Dear colleague,

The incident wave does not survive inside the glass with wavenumber $k=\omega/c$. The dipoles cancel it and put a slower wave in its place. Below is the argument for normal incidence, then each parameter in its small and large regime, with numbers for fused silica at 589.3 nm (2.10 eV).

**The theorem**

I use SI fields and the time factor $e^{-i\omega t}$. The half-space $z>0$ holds $N$ isotropic, non-magnetic units per volume, each with dipole $p=4\pi\varepsilon_0\alpha' E_{\rm loc}$, where $\alpha'$ is the polarisability volume. All fields point along one direction in the surface, and $r$ and $t$ are ratios of that field component at $z=0$. A sheet of polarisation $P\,dz'$ radiates $(ik/2\varepsilon_0)P\,dz'\,e^{ik|z-z'|}$ to both sides, the outgoing solution of $E''+k^2E=-k^2P/\varepsilon_0$. Summing sheets gives the macroscopic field,

$$E(z)=E_0e^{ikz}+\frac{ik}{2\varepsilon_0}\int_0^\infty P(z')\,e^{ik|z-z'|}\,dz' .$$

A given unit feels this field minus that of a small polarised sphere around it, so $E_{\rm loc}=E+P/3\varepsilon_0$ for cubic or on average isotropic surroundings. With $x=4\pi N\alpha'$ this gives $P=\varepsilon_0\chi E$ and $\chi=x/(1-x/3)$.

Try $P=P_0e^{inkz}$, with an infinitesimal positive $\operatorname{Im}n$ to make the integral converge. Splitting it at $z'=z$,

$$E(z)=\Big[E_0-\frac{P_0}{2\varepsilon_0(n-1)}\Big]e^{ikz}+\frac{P_0}{\varepsilon_0(n^2-1)}\,e^{inkz}.$$

Since $E=P/\varepsilon_0\chi$ contains only $e^{inkz}$, two conditions follow. Matching the slow wave gives $n^2-1=\chi$, the Lorentz–Lorenz relation

$$\frac{n^2-1}{n^2+2}=\frac{x}{3}.$$

Vanishing of the bracket is the extinction condition, $P_0=2\varepsilon_0(n-1)E_0$. It fixes the macroscopic transmitted amplitude, $t=2/(n+1)$. The reflected wave needs the same integral for $z<0$, where it equals $-P_0e^{-ikz}/2\varepsilon_0(n+1)$, so $r=(1-n)/(1+n)$. The field at a unit has amplitude $t(n^2+2)/3$, not $t$.

**Dimensional analysis**

Linearity removes $E_0$. What remains, $k$, $N$, $\alpha'$ and $z$, are all powers of a length, so there are three groups: the strength $x$, the graininess $ka$ with $a=N^{-1/3}$, and the depth $kz$. The radiation-reaction parameter is not independent, since $k^3\alpha'=x(ka)^3/4\pi$. For $ka\to0$ at fixed $x$ no material length is left, so $n$, $t$ and $r$ depend on $x$ alone. Photon energy enters through $\alpha'(\omega)$, temperature through $N$, $\alpha'$ and the arrangement of the units.

As inputs I take typical values, density 2.20 g cm$^{-3}$ and $n=1.458$, with molar mass 60.08 g mol$^{-1}$ per SiO$_2$ unit. Then $N=0.02205$ Å$^{-3}$ and $a=3.57$ Å, and the sphere holding one unit has $R=(3/4\pi N)^{1/3}=2.21$ Å. From $n$ follow $\chi=1.126$, $x/3=0.2729$, $x=0.8186$ and $\alpha'=2.95$ Å$^3$. This $\alpha'$ is fitted to $n$, so recovering $n$ from it tests nothing. With $k=1.066\times10^{-3}$ Å$^{-1}$ we get $ka=3.80\times10^{-3}$ and $k^3\alpha'=3.6\times10^{-9}$. The amplitudes are $t=0.8137$ and $r=-0.1863$, the reflectance is $r^2=0.0347$ and the transmittance $nt^2=0.9653$. The Lorentz factor $(n^2+2)/3=1.375$ makes the local amplitude $1.119\,E_0$.

**Strength $x$**

For small $x$,

$$n=1+\frac x2+\frac{x^2}{24}+\frac{5x^3}{144}+\dots,\qquad r=t-1=-\frac x4+\frac{x^2}{24}+\dots$$

The first-order terms, $2\pi N\alpha'$ in $n$, are single scattering and know nothing of the local field. Without it the second-order term of $n$ would be $-x^2/8$; the local field adds $x^2/6$ and reverses the sign. The local amplitude is $1+x/12$, because the gain $x/3$ slightly beats the transmission loss $x/4$. For silica the partial sums of $n$ are 1.409, 1.437 and 1.456, approaching the input 1.458, while dropping the local field at the same $\alpha'$ gives $\sqrt{1+x}=1.349$. The partial sums of $r$ are $-0.205$ and $-0.177$. Silica is therefore intermediate: the series converges, but first order is not enough.

The large regime is $x\to3$. With $\eta=1-x/3$, $n^2=3/\eta-2$ exactly, so $n\simeq\sqrt{3/\eta}\,(1-\eta/3)$. Then $t\simeq2/n-2/n^2$ and $r\simeq-1+2/n$: the macroscopic field is expelled, while $P_0$ grows as $2n$ and the local amplitude as $2n/3$. Because $x/3=\alpha'/R^3$, the divergence sits at $\alpha'=R^3$, the Herzfeld criterion, here 10.8 Å$^3$. There are three crossovers on the way. The local field doubles $\chi$ at $x=3/2$, where $n=2$. The amplitudes satisfy $|r|=t$ at $n=3$. Reflectance equals transmittance at $n=3+2\sqrt2=5.83$. For $x>3$ or $x<-3/2$, reached dynamically around a resonance, $n$ is imaginary. Extinction still holds there, the replacing wave is evanescent, and $|r|=1$.

**Depth $kz$**

In the steady state the bracket vanishes at every $z>0$, so the continuum has no layer in which the incident wave fades. Two lengths exist all the same. The sheets upstream of $z$ radiate $E_0(e^{inkz}-e^{ikz})$, which turns the incident wave into $E_0e^{inkz}$ of unchanged amplitude. The sheets downstream add $rE_0e^{inkz}$, which is why $t=1+r$.

For $(n-1)kz\ll1$ the upstream field is $i(n-1)kz\,E_0e^{ikz}\,[1+i(n-1)kz/2]$, a small quadrature addition, and the two waves cannot be told apart. The crossover is the slip length $\ell=1/(n-1)k$, over which the slow wave falls one radian behind. For silica $\ell=205$ nm, or 574 spacings. Beyond it the upstream field oscillates as $2E_0|\sin(z/2\ell)|$, first reaching $2E_0$ at 643 nm. In a dilute medium $\ell\simeq2/xk$; for air, with a typical $n-1\approx2.8\times10^{-4}$, it is $3.3\times10^5$ nm. This is what is usually meant by an extinction length, and it is a dephasing length, with no decay.

The second length governs reflection. Sheets between 0 and $D$ send back $rE_0[1-e^{i(n+1)kD}]e^{-ikz}$, which builds up over $1/(n+1)k=38$ nm and then oscillates about $rE_0$ until $\operatorname{Im}n$ damps it. In a finite plate the back face adds a counter-running wave and its own extinction condition.

**Photon energy**

Take one oscillator, $x=x_0/(1-\mathcal E^2/\mathcal E_0^2)$, with $\mathcal E=\hbar\omega$. Inserting it in $\chi$,

$$\chi=\frac{\chi_0}{1-\mathcal E^2/\mathcal E_T^2},\qquad \chi_0=\frac{x_0}{1-x_0/3},\qquad \mathcal E_T=\mathcal E_0\sqrt{1-x_0/3}.$$

The local field pulls the resonance down. At low energy $n\simeq n_0+(\chi_0/2n_0)(\mathcal E/\mathcal E_T)^2$ with $n_0^2=1+\chi_0$. Far above resonance $\chi\simeq-\chi_0\mathcal E_T^2/\mathcal E^2=-x_0\mathcal E_0^2/\mathcal E^2$, so the local field drops out at leading order and $n<1$. The crossover is $\mathcal E\sim\mathcal E_T$. With an approximate $\mathcal E_T\approx13$ eV the small parameter at 2.10 eV is 0.026, and then $\chi_0=1.096$, $n_0=1.448$ and $\mathcal E_0=15$ eV. The model's index is 1.467 at 430 nm (2.88 eV) and 1.455 at 700 nm (1.77 eV), with reflectances 0.0359 and 0.0343.

Lattice vibrations were left out. They add about $-B(\mathcal E_{\rm ir}/\mathcal E)^2$ to $\chi$, with typical $B\approx0.9$ and $\mathcal E_{\rm ir}\approx0.125$ eV. Between those two wavelengths this term shifts $n$ by 0.001, so the last digits are soft. It equals the electronic term $\chi_0(\mathcal E/\mathcal E_T)^2$ in size at $\mathcal E=\sqrt{\mathcal E_{\rm ir}\mathcal E_T}\,(B/\chi_0)^{1/4}=1.2$ eV, below the visible.

**Graininess $ka$, in the bulk**

Model the glass by a pair distribution $g(s)$ that is zero for separations $s<R$ and one beyond, and let each neighbour carry the mean dipole. The field to subtract is then that of a sphere of radius $R$, retarded. For uniform $P$ its value at the centre is

$$\frac{P}{\varepsilon_0}\Big[\tfrac23(1-ikR)e^{ikR}-1\Big]=\frac{P}{\varepsilon_0}\Big[-\tfrac13+\tfrac13(kR)^2+\tfrac{2i}{9}(kR)^3+\dots\Big].$$

The curvature of $e^{inkz}$ across the sphere, folded with the static dipole kernel, adds $n^2(kR)^2/30$. The unit also feels its own radiation reaction, $ik^3p/6\pi\varepsilon_0$. At short range every dipole contributes that same imaginary field, so the imaginary terms combine into $S(0)=1+N\int(g-1)\,d^3s$, the long-wavelength structure factor:

$$\frac1\chi=\frac1x-\frac13+(kR)^2\Big(\frac13+\frac{n^2}{30}\Big)-\frac{ik^3S(0)}{6\pi N}.$$

The real correction gives $\delta n=-\chi^2(kR)^2(1/3+n^2/30)/2n$. With $kR=2.36\times10^{-3}$ and the bracket 0.404, the model's value is $\delta n=-1\times10^{-6}$. Multipoles of the finite units enter at the same order, so only the size is meaningful. The expansion fails when half a wavelength matches the spacing. For a lattice of period $a$ and $n\approx1$ that is $\lambda=2a=7.1$ Å, or 1.7 keV, where diffraction replaces refraction.

A far larger neglected term is of order $(ka)^0$. A dipole induces a moment in a neighbour, which acts back. The squared dipole tensor averages to $2/s^6$, so the relative correction to $x/3$ is $2\alpha'^2N\int_R^\infty4\pi s^{-4}ds=2(x/3)^2=0.15$. Three-body terms oppose it and cancel it exactly on a cubic lattice. In the glass the remainder is hidden in the fitted $\alpha'$, which is thus an effective number. The Fresnel amplitudes are untouched, because they need only $P=\varepsilon_0\chi E$.

The imaginary term is scattering loss. For an ideal gas $S(0)=1$ and the intensity attenuation $\mu=2k\operatorname{Im}n$ is $N(8\pi/3)k^4\alpha'^2$, the Rayleigh result. For a perfect lattice, and for the step hole above, $S(0)=0$: the neighbours cancel the radiation reaction, whose relative size is $\tfrac23k^3\alpha'=2.4\times10^{-9}$. A glass keeps the density fluctuations of the melt, $S(0)\approx Nk_BT_f\beta$. With a typical fictive temperature $T_f\approx1400$ K ($k_BT_f=0.121$ eV) and melt compressibility $\beta\approx11$ Å$^3$ eV$^{-1}$ (0.07 GPa$^{-1}$), $S(0)=0.03$.

The mean-dipole closure gives $\mu=k^4\chi^2S(0)/6\pi Nn$, which is reliable only to leading order in $\chi$. In a dense medium one lets a permittivity fluctuation $\delta\chi=(x\,d\chi/dx)\,\delta N/N$ scatter inside the medium, which is the Einstein–Smoluchowski formula,

$$\mu=\frac{k^4S(0)}{6\pi N}\Big(x\frac{d\chi}{dx}\Big)^2,\qquad x\frac{d\chi}{dx}=\frac{\chi(\chi+3)}{3}=1.548 .$$

This exceeds the closure by $n(n^2+2)^2/9=2.8$. The model's result is $\operatorname{Im}n=1\times10^{-10}$ and $1/\mu=4.6\times10^{11}$ nm, or 0.46 km. Typical knowledge, not a measurement, puts the scattering length of pure silica near 0.7 km at this wavelength, so the model's loss is too high by roughly half. The cause is the fixed $\alpha'$: the effective polarisability falls under compression, and the real $\delta\chi$ is smaller. The convergence factor of the derivation is thus physical, and acts over some $2\times10^9$ slip lengths.

**Graininess $ka$, at the surface**

Within $R$ of the surface part of the hole lies in vacuum. Integrating the static kernel over the missing cap changes the factor $1/3$ by

$$\delta L=-\tfrac14\Big(\tfrac23-\zeta+\tfrac13\zeta^3\Big),\qquad\zeta=z/R<1,$$

so the outermost units have $1/6$. To first order $\delta\chi=\chi^2\delta L$, and the layer carries an excess $d=\int\delta\chi\,dz=-\chi^2R/16$. A sheet of excess $d$ makes $E'$ jump by $-k^2d\,E$, whence

$$r=\frac{1-n+ikd}{1+n-ikd}\simeq\frac{1-n}{1+n}\Big(1-\frac{2ikd}{\chi}\Big).$$

This is the phase of a surface moved by $d/\chi$ towards the vacuum. Here $d<0$, and the model's optical surface lies $\chi R/16\approx0.2$ Å inside the density edge, a phase of $3\times10^{-4}$ rad. The expansion parameter is $\chi/6=0.19$, so one figure is all it supports. The reflectance changes only at order $(kR)^2$. An illustrative adsorbed layer, 3 Å thick with susceptibility 0.8, has $d=2.4$ Å and moves the surface out by 2 Å, so on your samples contamination will outweigh the intrinsic effect.

**The scales in order**

| Scale | Expression | Model value at 589.3 nm |
|---|---|---|
| Shift of optical surface | $\chi R/16$ | 0.2 Å |
| Layer of altered local field | $R$ | 2.21 Å |
| Build-up of reflection | $1/(n+1)k$ | 38 nm |
| Phase slip | $1/(n-1)k$ | 205 nm |
| Scattering loss | $1/\mu$ | $4.6\times10^{11}$ nm |

At fixed $n$ the first two do not depend on wavelength, the next two scale as $\lambda$, and the last as $\lambda^4$. For a clean surface at normal incidence, graininess alters $r$ in phase at order $ka$, in modulus at order $(ka)^2$, and brings in loss through $\operatorname{Im}n$ at order $(ka)^3S(0)$.